All-electron Dirac Kohn-Sham calculations of S2+ and S3+ with ld1.x of Quantum ESPRESSO 7.5, using the revPBE functional, a point nucleus and spherical densities without spin polarisation. The 3p electrons are shared between 3p1/2 and 3p3/2 in proportion to 2j + 1. E(non-rel.) comes from a non-relativistic run with the same functional, configuration and nucleus.

## Analysis program

```python
# Table: 2p1/2, 2p3/2 eigenvalues and radii, gap, E(Dirac)-E(non-rel.) of S2+, S3+; ld1.x, revPBE, Dirac, c scaled by f.
# Tested: y = A x (1+B x), x = 1/f^2; spin-orbit model; direct against self-consistent shifts; rival pictures.
T = {
    'ion': ['S2+', 'S2+', 'S2+', 'S2+', 'S3+', 'S3+', 'S3+', 'S3+'],
    'Z': [16, 16, 16, 16, 16, 16, 16, 16],
    'charge': [2, 2, 2, 2, 3, 3, 3, 3],  # e
    'N': [14, 14, 14, 14, 13, 13, 13, 13],
    'configuration': ['[Ne] 3s2 3p2', '[Ne] 3s2 3p2', '[Ne] 3s2 3p2', '[Ne] 3s2 3p2', '[Ne] 3s2 3p1', '[Ne] 3s2 3p1', '[Ne] 3s2 3p1', '[Ne] 3s2 3p1'],
    'light_speed_factor': [0.75, 1.0, 3.0, 100.0, 0.75, 1.0, 3.0, 100.0],
    'dirac_eigenvalue_2p12': [-183.74, -183.08, -182.33, -182.24, -199.78, -199.11, -198.35, -198.26],  # eV
    'dirac_eigenvalue_2p32': [-181.48, -181.81, -182.19, -182.24, -197.51, -197.84, -198.21, -198.26],  # eV
    'dirac_mean_radius_2p12': [0.43832, 0.44, 0.4419, 0.44214, 0.43745, 0.43912, 0.44102, 0.44125],  # bohr
    'dirac_mean_radius_2p32': [0.44235, 0.44226, 0.44215, 0.44214, 0.44146, 0.44136, 0.44126, 0.44125],  # bohr
    'gap': [2.263, 1.266, 0.1398, 0.00013, 2.271, 1.271, 0.1403, 0.00012],  # eV
    'relativistic_energy_shift': [-2.0259, -1.1336, -0.1252, -0.000112, -2.0264, -1.1338, -0.12523, -0.0001115],  # hartree
}
import numpy as np
from scipy.constants import alpha, physical_constants as pc
H = pc['Hartree energy in eV'][0]
col = lambda k, ion: np.array([float(v) for v, i in zip(T[k], T['ion']) if i == ion])
ions = ['S2+', 'S3+']; Z = float(T['Z'][0]); za = (Z*alpha)**2
# further output of the same calculation (hartree, bohr); order 1s 2s 2p1/2 2p3/2 3s 3p1/2 3p3/2
names = ['1s', '2s', '2p1/2', '2p3/2', '3s', '3p1/2', '3p3/2']
nr = {'S2+': [-89.097, -8.6823, -6.6973, -6.6973, -1.4423, -1.0277, -1.0277],
      'S3+': [-89.711, -9.268, -7.2859, -7.2859, -1.9132, -1.4789, -1.4789]}
pt = {'S2+': [-89.506, -8.7519, -6.7536, -6.7073, -1.4508, -1.0333, -1.0291],
      'S3+': [-90.121, -9.3378, -7.3424, -7.296, -1.9225, -1.4853, -1.4805]}
dirac2 = np.array([-89.396, -8.7287, -6.7281, -6.6816, -1.4473, -1.0302, -1.026])
r3 = {'S2+': 80.561, 'S3+': 80.816}; rinv = (58.218, 58.525); n3p = {'S2+': 2, 'S3+': 1}
print(f"(Z alpha)^2 = {za:.5f}; one-electron B: 2p gap 5/8 -> {0.625*za:.5f}, 1s 1/2 -> {0.5*za:.5f}")
A = {}
for ion in ions:
    f = col('light_speed_factor', ion); x = f**-2; m = f < 10  # f=100 left out: at resolution limit
    for k, u, sig in (('gap', 'eV', [4, 4, 4, 2]), ('relativistic_energy_shift', 'Ha', [5, 5, 5, 4])):
        y = col(k, ion); fl = 0.5*10**(np.floor(np.log10(abs(y))) - np.array(sig) + 1)
        (b, a), cv = np.polyfit(x[m], (y/x)[m], 1, w=(x/fl)[m], cov='unscaled'); A[ion, k] = a
        p = np.log(y[0]/y[2])/np.log(f[0]/f[2]); res = y - (a*x + b*x*x)
        assert -2.03 < p < -2.0 and b/a > 0
        print(f"{ion} {k[:12]}: A={a:.4f} {u}, B={b/a:.5f}+-{cv[0,0]**.5/abs(a):.5f}, B/(Za)^2={b/a/za:.2f}, exponent {p:.4f}")
        print("  f", f, "y*f^2", np.round(y/x, 4))
        print("  resid", ' '.join(f"{r:+.1e}" for r in res), "| floor", ' '.join(f"{r:.0e}" for r in fl), u)
        print("  pure 1/c^2 from f=3 misses by %:", np.round(100*(y[2]/x[2]*x/y - 1), 2), f"fit at f=100: {a*x[3]:.4e}")
print("shifts from f=100 row: de1/2 de3/2 centre (eV, floor 0.01) | dr1/2 dr3/2 centre (bohr, floor 1e-5)")
de = {}
for ion in ions:
    f = col('light_speed_factor', ion)
    e1, e3, r1, r2 = (col('dirac_' + k, ion) for k in ('eigenvalue_2p12', 'eigenvalue_2p32', 'mean_radius_2p12', 'mean_radius_2p32'))
    d1, d3, s1, s3 = e1 - e1[3], e3 - e3[3], r1 - r1[3], r2 - r2[3]; de[ion] = (d1[1], d3[1])
    for i in range(3):
        print(f" {ion} f={f[i]}: {d1[i]:+.2f} {d3[i]:+.2f} {(d1[i]+2*d3[i])/3:+.3f} | {s1[i]:+.5f} {s3[i]:+.5f} {(s1[i]+2*s3[i])/3:+.5f}")
    assert all(d1[:3] < 0) and all(d3[:3] > 0) and all(abs(d1 + 2*d3)/3 < 0.015)
    assert all(s1[:3] < 0) and all(s3[:2] > 0)
    Zr = 5/r1[3]; xr = (Zr*alpha)**2
    print(f"  f=1 dr/r %: {100*s1[1]/r1[3]:+.3f} {100*s3[1]/r2[3]:+.3f}; one-electron, Z=5/<r>={Zr:.1f}: {-43.75*xr:+.3f} {-10*xr:+.3f}")
g2, g3 = col('gap', 'S2+'), col('gap', 'S3+')
print("gap S3+/S2+ at f=0.75,1,3,100:", np.round(g3/g2, 4), "floor about 0.0004 0.0008 0.0007 0.08")
eb = col('dirac_eigenvalue_2p12', 'S3+')[3]/col('dirac_eigenvalue_2p12', 'S2+')[3]
rr = col('dirac_mean_radius_2p12', 'S2+')[3]/col('dirac_mean_radius_2p12', 'S3+')[3]
print(f"predictors: <r^-3> {r3['S3+']/r3['S2+']:.4f}; <r>^-3 {rr**3:.4f}; <r>^-4 {rr**4:.4f}; binding energy {eb:.4f}")
assert g3[0]/g2[0] - 1 < 0.1*(eb - 1)
for ion in ions:
    d = np.array(pt[ion]) - np.array(nr[ion]); occ = np.array([2, 2, 2, 4, 2, n3p[ion]/3, 2*n3p[ion]/3])
    bare = 0.75*alpha**2*Z*r3[ion]*H; a = A[ion, 'gap']; s = col('relativistic_energy_shift', ion)[1]
    print(f"{ion} gap eV: bare-Z {bare:.3f} ({100*(bare/a-1):+.1f}% on A), implied Z {Z*a/bare:.2f}; perturbative {(d[3]-d[2])*H:.3f}+-0.003")
    print(f"  direct eV: 2p1/2 {d[2]*H:+.2f}, 2p3/2 {d[3]*H:+.2f}, centre {(d[2]+2*d[3])*H/3:+.2f}; remainder {de[ion][0]-d[2]*H:+.2f} {de[ion][1]-d[3]*H:+.2f}")
    t = occ @ d
    print(f"  sum occ*direct {t:.4f}+-0.002 Ha; table f=1 {s:.4f} ({100*(t/s-1):+.2f}%), A {A[ion,'relativistic_energy_shift']:.4f}")
    print(f"  shares %: 1s {200*d[0]/t:.1f}, 2s {200*d[1]/t:.1f}, 2p {100*(occ@d-occ[[0,1,4,5,6]]@d[[0,1,4,5,6]])/t:.1f}, n=3 {100*(occ[4:]@d[4:])/t:.1f}")
print(f"bare-nucleus 1s pair -Z^4 a^2/4 = {-Z**4*alpha**2/4:.3f} Ha")
print("S2+ remainder (Dirac - perturbative), eV:", ' '.join(f"{n} {v*H:+.2f}" for n, v in zip(names, dirac2 - np.array(pt['S2+']))))
print(f"S2+ electron potential at nucleus rises by {rinv[1]-rinv[0]:.3f} Ha = {(rinv[1]-rinv[0])*H:.1f} eV")
ds = col('relativistic_energy_shift', 'S3+') - col('relativistic_energy_shift', 'S2+'); f = col('light_speed_factor', 'S2+')
print("shift(S3+)-shift(S2+) Ha:", ' '.join(f"{v:+.1e}" for v in ds), "| times f^2, f<=3:", np.round((ds*f*f)[:3], 5))
print(f"Janak: minus S2+ 3p centre shift {-((dirac2[5]+2*dirac2[6])/3 - nr['S2+'][5]):+.4f} Ha (floor 1e-4 on both sides)")
```

It prints:

```
(Z alpha)^2 = 0.01363; one-electron B: 2p gap 5/8 -> 0.00852, 1s 1/2 -> 0.00682
S2+ gap: A=1.2572 eV, B=0.00704+-0.00025, B/(Za)^2=0.52, exponent -2.0084
  f [  0.75   1.     3.   100.  ] y*f^2 [1.2729 1.266  1.2582 1.3   ]
  resid +1.4e-05 -4.7e-05 +2.0e-06 +4.3e-06 | floor 5e-04 5e-04 5e-05 5e-06 eV
  pure 1/c^2 from f=3 misses by %: [-1.16 -0.62  0.   -3.22] fit at f=100: 1.2572e-04
S2+ relativistic: A=-1.1259 Ha, B=0.00681+-0.00003, B/(Za)^2=0.50, exponent -2.0081
  f [  0.75   1.     3.   100.  ] y*f^2 [-1.1396 -1.1336 -1.1268 -1.12  ]
  resid -2.4e-06 +7.9e-06 -3.3e-07 +5.9e-07 | floor 5e-05 5e-05 5e-06 5e-08 Ha
  pure 1/c^2 from f=3 misses by %: [-1.12 -0.6   0.    0.61] fit at f=100: -1.1259e-04
S3+ gap: A=1.2619 eV, B=0.00697+-0.00025, B/(Za)^2=0.51, exponent -2.0084
  f [  0.75   1.     3.   100.  ] y*f^2 [1.2774 1.271  1.2627 1.2   ]
  resid -1.0e-04 +3.5e-04 -1.5e-05 -6.2e-06 | floor 5e-04 5e-04 5e-05 5e-06 eV
  pure 1/c^2 from f=3 misses by %: [-1.15 -0.65  0.    5.23] fit at f=100: 1.2619e-04
S3+ relativistic: A=-1.1262 Ha, B=0.00682+-0.00003, B/(Za)^2=0.50, exponent -2.0081
  f [  0.75   1.     3.   100.  ] y*f^2 [-1.1399 -1.1338 -1.1271 -1.115 ]
  resid -2.0e-05 +6.8e-05 -2.9e-06 +1.1e-06 | floor 5e-05 5e-05 5e-06 5e-08 Ha
  pure 1/c^2 from f=3 misses by %: [-1.12 -0.59  0.    1.08] fit at f=100: -1.1262e-04
shifts from f=100 row: de1/2 de3/2 centre (eV, floor 0.01) | dr1/2 dr3/2 centre (bohr, floor 1e-5)
 S2+ f=0.75: -1.50 +0.76 +0.007 | -0.00382 +0.00021 -0.00113
 S2+ f=1.0: -0.84 +0.43 +0.007 | -0.00214 +0.00012 -0.00063
 S2+ f=3.0: -0.09 +0.05 +0.003 | -0.00024 +0.00001 -0.00007
  f=1 dr/r %: -0.484 +0.027; one-electron, Z=5/<r>=11.3: -0.298 -0.068
 S3+ f=0.75: -1.52 +0.75 -0.007 | -0.00380 +0.00021 -0.00113
 S3+ f=1.0: -0.85 +0.42 -0.003 | -0.00213 +0.00011 -0.00064
 S3+ f=3.0: -0.09 +0.05 +0.003 | -0.00023 +0.00001 -0.00007
  f=1 dr/r %: -0.483 +0.025; one-electron, Z=5/<r>=11.3: -0.299 -0.068
gap S3+/S2+ at f=0.75,1,3,100: [1.0035 1.0039 1.0036 0.9231] floor about 0.0004 0.0008 0.0007 0.08
predictors: <r^-3> 1.0032; <r>^-3 1.0061; <r>^-4 1.0081; binding energy 1.0879
S2+ gap eV: bare-Z 1.401 (+11.4% on A), implied Z 14.36; perturbative 1.260+-0.003
  direct eV: 2p1/2 -1.53, 2p3/2 -0.27, centre -0.69; remainder +0.69 +0.70
  sum occ*direct -1.1324+-0.002 Ha; table f=1 -1.1336 (-0.11%), A -1.1259
  shares %: 1s 72.2, 2s 12.3, 2p 13.5, n=3 2.0
S3+ gap eV: bare-Z 1.405 (+11.4% on A), implied Z 14.37; perturbative 1.263+-0.003
  direct eV: 2p1/2 -1.54, 2p3/2 -0.27, centre -0.70; remainder +0.69 +0.69
  sum occ*direct -1.1348+-0.002 Ha; table f=1 -1.1338 (+0.09%), A -1.1262
  shares %: 1s 72.3, 2s 12.3, 2p 13.5, n=3 1.9
bare-nucleus 1s pair -Z^4 a^2/4 = -0.872 Ha
S2+ remainder (Dirac - perturbative), eV: 1s +2.99 2s +0.63 2p1/2 +0.69 2p3/2 +0.70 3s +0.10 3p1/2 +0.08 3p3/2 +0.08
S2+ electron potential at nucleus rises by 0.307 Ha = 8.4 eV
shift(S3+)-shift(S2+) Ha: -5.0e-04 -2.0e-04 -3.0e-05 +5.0e-07 | times f^2, f<=3: [-0.00028 -0.0002  -0.00027]
Janak: minus S2+ 3p centre shift -0.0003 Ha (floor 1e-4 on both sides)
```
